The overbinding of PBE-D4 in this ammonia–silane pair fades smoothly as the molecules separate, until the last two rows break the pattern. Both lie a few hundredths of a kcal/mol above the curve set by the closer rows. In the last row the error even changes sign: PBE-D4 gives a faint repulsion where CCSD(T) gives a faint attraction. The break appears where the electron clouds hardly touch, so a fault in their repulsion is an unlikely cause. The D4 correction is a suspect, but an unproven one.

Interaction energies of ammonia and silane in the gas phase, computed with Ansatz 0.2.0 in the def2-TZVPPD basis with counterpoise correction (negative values mean binding); CCSD(T) and MP2 use frozen cores. From the PBE0-D4/def2-TZVP minimum, silane is moved rigidly along the line between the molecules' mean atom positions; positive shifts lead apart.

```
shift from the minimum (Å)  CCSD(T) (kcal/mol)  PBE-D4 (kcal/mol)  B3LYP-D4 (kcal/mol)  wB97M-V (kcal/mol)  MP2 (kcal/mol)  PBE-D4 less CCSD(T) (kcal/mol)
                    -0.366                0.36              -0.58                 0.10               -0.25            0.48                           -0.93
                    -0.183               -0.33              -1.07                -0.55               -0.74           -0.21                           -0.74
                     0.000               -0.61              -1.21                -0.77               -0.87           -0.51                           -0.60
                     0.183               -0.68              -1.17                -0.78               -0.84           -0.59                           -0.49
                     0.440               -0.61              -0.98                -0.63               -0.70           -0.55                           -0.37
                     0.916               -0.39              -0.60                -0.31               -0.41           -0.35                           -0.21
                     1.832               -0.13              -0.17                -0.04               -0.14           -0.12                           -0.04
                     3.664               -0.01               0.02                 0.04               -0.02           -0.01                            0.03
```

**What happens at close range.** Ammonia's hydrogens here face three hydrogens of silane, and its lone pair points away. This is therefore a weak contact between two hydrogen-covered faces, not a bond from nitrogen to silicon. When the faces approach, their electron clouds overlap, and the Pauli principle pushes them apart. PBE often makes this repulsion too weak and spreads electrons too readily over both molecules, and either fault would bind the pair too strongly. The D4 correction may add to the overbinding, and the table can't separate it from PBE itself. Part of the gap may also belong to the reference, since counterpoise-corrected CCSD(T) in a basis of this size usually binds somewhat too weakly.

**Why an exponential is worth trying.** The electron density outside a molecule falls off roughly exponentially with distance. The overlap of two such tails does the same, and so should an error that lives on overlap. The more diffuse the outer electrons, the slower the decay. With x for the shift from the PBE0-D4 minimum, the simplest form is

error = A · exp(−s·x)

A least-squares fit to the six rows from −0.366 to +0.916 Å gives A = −0.605 kcal/mol and s = 1.155 per Å. The error thus halves with every 0.6 Å of separation, and the curve meets all six rows to within 0.01 kcal/mol. But a good fit doesn't confirm the overlap picture, and the rate speaks against overlap as the only cause. In molecules that hold their outer electrons with roughly 10 eV, the density tails decay at about 3 per Å, so their overlap would halve within some 0.2 Å. The error fades far more slowly, so longer-ranged faults, in D4 or in the reference, may share in it. The exponential serves here as a smooth curve, not as a law.

**How large the break is.** The two outer rows took no part in the fit. At x = 1.832 Å the exponent is −1.155 × 1.832 = −2.12, so the predicted error is −0.605 × 0.12 = −0.07 kcal/mol. The table has −0.04, which is 0.03 higher.

In the last row the curve predicts −0.01 kcal/mol and the table has +0.03, a break of 0.04. A power law in the nitrogen–silicon distance, fitted to the same six rows, fades more slowly and puts both breaks at about 0.06. The size therefore depends on the model chosen. The last row is the firmer case, since no error that merely fades from below can cross zero, whereas a decay that steepens beyond the fitted rows would absorb the row before it.

**Where the break may come from.** The other methods give a clue. In the last row B3LYP-D4 is repulsive too, at +0.04 kcal/mol, while wB97M-V and MP2 stay within 0.01 of CCSD(T). The two functionals that turn repulsive are the two that carry D4. That is a pattern in a single row, not yet a cause.

D4 could produce it in the following way. Its direct attraction between the two molecules is negative and has almost vanished at this distance. But D4 also counts dispersion between atoms of the same molecule, with coefficients that depend on model atomic charges worked out for the whole pair. If a distant partner shifts those charges slightly, the dispersion energy inside each molecule changes and no longer cancels when the separate molecules are subtracted. In the closest row D4 lowers the energy of the pair by 0.099 eV, or 2.3 kcal/mol. The PBE-D4 deviation is little more than one per cent of that. But this total includes the attraction between the molecules, so the part inside them would have to change by a larger share.

This remains a guess. A small error of the integration mesh, on which density functionals are evaluated, could also leave a few hundredths of a kcal/mol.

**What to do about it.** Don't carry an error found near contact out to large distances, or the reverse. B3LYP-D4 shows the danger: its interaction energy lies below the CCSD(T) value up to +0.440 Å and above it from +0.916 Å on. At +1.832 Å it keeps only about a third of the CCSD(T) attraction.

If the tail matters, take the D4 energy of the distant pair and subtract those of the two molecules. A positive result of the right size would convict D4; otherwise, repeat the point with a finer mesh.

For silicon nitride films in electronic devices, which are grown from these two gases, the break has no practical weight. The deepest CCSD(T) value on this curve is −0.68 kcal/mol, while the thermal energy kT at 600 K is already 1.2 kcal/mol. In this arrangement the pair would hardly hold together in a hot reactor, whichever of these methods describes it.
